**Q:** I have the measured cell of titanium and four copies of it, squeezed or stretched at fixed shape. The measured cell has the lowest energy in the table, but its pressure is not zero. How can the best row still want to change its volume?

Ansatz 0.2.0, all-electron LAPW, PBE, scalar-relativistic, no spin polarization: hexagonal close-packed Ti (P6_3/mmc, 2 atoms), measured cell (COD) scaled at fixed shape. Basis error target 0.5 meV/atom, 13 × 13 × 7 k points, Fermi-Dirac smearing of 0.08 eV. Energies are free energies, with the smearing entropy term included; pressure is positive in compression.

| V/V(given) | volume (Å³/atom) | pressure, LAPW (GPa) | energy above the lowest row, LAPW (meV/atom) |
| --- | --- | --- | --- |
| 0.9405 | 16.61 | 5.67 | 12.3 |
| 0.9700 | 17.13 | 1.83 | 0.3 |
| 1.0000 | 17.66 | -1.58 | 0.0 |
| 1.0300 | 18.19 | -4.54 | 10.2 |
| 1.0600 | 18.72 | -7.11 | 29.6 |

**A:** The lowest row need not be the bottom of the energy curve. Pressure is minus the slope of energy against volume, $P=-dE/dV$, where $E$ is the energy and $V$ the volume per atom. It changes sign between relative volumes 0.97 and 1.00, so the bottom lies between these two rows, at about 17.4 Å$^3$ per atom. That is some 1.4% below the volume of the measured cell, whose negative pressure means that this calculation would let it shrink.

The two rows stand on opposite walls of a shallow valley, at nearly the same height. Their energies differ by only 0.3 meV per atom, and the order turns round if the effect of the smearing is extrapolated away. The order therefore can't say where the bottom lies. The pressures still show on which side of the bottom each row stands, because they have opposite signs and differ by more than 3 GPa. Thermal and zero-point motion of the nuclei are left out of the calculation; both would swell the computed crystal and bring it closer to the measured one.

**Q:** What is pushing outward, and what is pulling inward?

**A:** Think first of a much simpler system, electrons in a box of edge $L$ held together by electric attraction. Confinement raises their kinetic energy as $1/L^2$, by the uncertainty and exclusion principles, while the attraction lowers the energy as $1/L$:

$$E(L)=\frac{a}{L^2}-\frac{b}{L},$$

with positive constants $a$ and $b$. In a very small box the first term wins and the box is driven apart. In a very large one the second wins and draws it together, so a size of rest must lie between.

The computed energy of titanium splits in the same way. From relative volume 0.97 to 1.00 the kinetic energy falls by 1.08 eV per atom. The electrostatic energy rises by 0.75 eV, and exchange and correlation add another 0.33 eV. These changes cancel to less than a thousandth of their size, which is why the two rows look tied although much has shifted inside the crystal.

**Q:** Then the few GPa in the table are what is left over from something much larger?

**A:** Yes. Dividing each energy change by the change in volume turns it into a pressure. Between 0.97 and 1.00 the kinetic push and the combined pull are each about 325 GPa, and they balance almost exactly.

At the compressed end, between 0.9405 and 0.97, the push is 350 GPa and the pull 347 GPa. Between 1.00 and 1.03 they are 306 and 309 GPa. Both forces weaken as the crystal expands, but the push weakens faster, so the pressure passes from positive to negative. Smearing of the electron occupations adds about 0.2 GPa to this balance.

**Q:** Could I have guessed the size of that push from the pressures alone?

**A:** You could, with the virial theorem, which links the energies of charged particles to the pressure on them. Let $T$ be the kinetic energy and $U$ the potential energy, both per atom. Then

$$2T+U=3PV,\qquad E=T+U,\qquad\text{so}\qquad T=3PV-E.$$

The push is the rate at which $T$ falls with volume. Differentiating, and writing $B=-V\,dP/dV$ for the stiffness against a change of volume, gives

$$-\frac{dT}{dV}=3B-4P.$$

At zero pressure the push is thus three times the stiffness. The electrons in the box obey the same rule.

Take the step from 0.97 to 1.00. The pressure drops from 1.83 to −1.58 GPa while the volume grows from 17.13 to 17.66 Å$^3$ per atom, so

$$B=\frac{1.83+1.58}{\ln(17.66/17.13)}\approx 111.9\ \text{GPa}.$$

The mean pressure of the step is 0.125 GPa, and the estimated push is

$$3\times111.9-4\times0.125\approx335\ \text{GPa}.$$

The energy parts gave 325 GPa, so the estimate is about 3% too high. It has no adjustable constant, and it uses only pressures and volumes of the two rows. In the steps on either side it is too high by 2 to 3% as well. Two simplifications can contribute to the mismatch: the theorem is used in its non-relativistic form, and the computed kinetic energy leaves out the part due to electron correlation. The sign and size of each share have not been tested.

**Q:** In the workshop I treat a metal as a spring with one bulk modulus. Does that hold here?

**A:** Only for small changes. The stiffness falls from about 125 GPa in the most compressed step to 89 GPa in the most expanded one, a loss of more than a quarter. Each equal step of expansion therefore lowers the pressure by less than the one before.

The energies show the same lopsidedness. Rows 0.9405 and 1.03 lie almost equally far from the volume of rest, about 0.79 Å$^3$ per atom to either side. Measured from the bottom of the valley, the compressed row costs 13.6 meV per atom and the expanded one 11.5 meV. The inner wall is the steeper one.

**Q:** Why is the inner wall steeper?

**A:** Because push and pull don't change along straight lines. If they did, the steeper push would still give a valley, but one with equal walls. In the box the push varies as $V^{-5/3}$ and the pull as $V^{-4/3}$. On compression both curves grow steeper, the push more than the pull, so its lead widens by more with every step. On expansion both flatten out, and the net force that draws the crystal back grows by less with each step.

The box even gives a rate. Its stiffness near rest rises by 3 GPa for every GPa of applied pressure. For titanium, a straight line through the stiffness of the four steps, known as the Murnaghan model, gives

$$B\approx111\ \text{GPa}+3.7\,P.$$

The box has the right direction and roughly the right size, but titanium stiffens faster.

**Q:** What does titanium have that the box lacks?

**A:** It has real atoms, with filled inner shells and d electrons. From the first step to the third the push in titanium falls by 13%, whereas the $V^{-5/3}$ law of the box would give about 10%. One possible reason is that the outer electrons must also keep clear of the filled shells of neighbouring atoms, and this overlap grows quickly as atoms approach. The bonding between d electrons also changes quickly with distance. Which of the two matters more is open, since the energy parts don't separate the shells.

The likeness also ends when the crystal is pulled far apart. The box keeps its $1/L$ attraction at any size, but titanium would come apart into neutral atoms, which hardly attract each other at long range. The box is a guide near the volume of rest, where push and pull are both strong.

**Q:** How far can I trust the straight line for the stiffness?

**A:** Within these five volumes it works well. Adding up its pressure along the volume axis gives an energy curve that agrees with the table to within 0.1 meV per atom in every row. The pressures of all five rows went into the line, but their energies did not. The agreement shows that pressures and energies describe the same valley; whether real titanium has that valley is a separate matter. The printed analysis below has the details.

For a volume between two rows, you can start from the nearer one and use the stiffness at its pressure. A small fractional expansion lowers the pressure by that fraction times $B$. For a larger change, update $B$ on the way: it drops by nearly 4 GPa for each GPa of pressure lost.

**Q:** And if I put a real piece of titanium into a press?

**A:** Then the crystal is free to change its shape as well as its volume. Here the ratio of height to width of the cell was held, and the stress is not the same in all directions. Across the hexagonal layers it differs from the stress within them by 0.2 GPa in the most compressed row and by nearly 0.5 GPa in the most expanded one. A fluid under pressure would even out this difference by letting the cell become slightly flatter.

Around a shape that is already in balance, such freedom can only make a crystal softer or leave its stiffness unchanged. The shape held here is slightly out of balance, so this is a guide and not a strict bound. The softening should be slight here: over the whole table the pressure changes by nearly 13 GPa, but the difference between the two directions changes by only a quarter of a GPa. The 111 GPa, computed at fixed shape, should therefore be close to what the same calculation would give for a crystal in a fluid.

Real titanium can also change to another crystal structure under a pressure of several GPa. All rows here keep the hexagonal close-packed structure, so they can't show such a change, and the most compressed row may not be the stable form.

Printed output of the fit:

```
fit of B on 4 rows: constant 111.1 +/- 0.21, coefficient of pm 3.664 +/- 0.056; rms 0.282, worst 1.0 -0.347, leave-one-out rms 0.729
volume at zero pressure from the model (angstrom^3/atom): 17.4
spread of that volume over the five rows (angstrom^3/atom): 0.003789
zero-pressure volume below the measured cell (percent): 1.448
fall of stiffness from first to last step (percent): 28.17
measured cell above the model minimum (meV/atom): 1.273
stiffness of the step from the row before and energies:
     row  stiffness GPa  distance from V0 A^3  energy above minimum meV  model less table meV  stress xx less zz GPa
  0.9405            n/a               -0.7943                     13.57              -0.05102                 0.2097
    0.97          124.6               -0.2743                     1.573              -0.03684                  0.311
     1.0          111.9                0.2557                     1.273                     0                 0.3823
    1.03          100.1                0.7857                     11.47               0.01388                 0.4287
    1.06          89.48                 1.316                     30.87              -0.04592                 0.4575
kinetic push in steps ending at 0.97 and 1.00 and 1.03 (GPa): 350.4, 325, 305.6
electrostatic and exchange-correlation pull in the same steps (GPa): 346.9, 325.1, 309
push less pull with smearing term in the same steps (GPa): 3.7, 0.08691, -3.087
mean table pressure in the same steps (GPa): 3.75, 0.125, -3.06
virial estimate of the push in the same steps (GPa): 358.7, 335.2, 312.5
kinetic energy change from 0.97 to 1.00 (eV/atom): -1.075
electrostatic energy change from 0.97 to 1.00 (eV/atom): 0.7504
exchange-correlation energy change from 0.97 to 1.00 (eV/atom): 0.3252
```
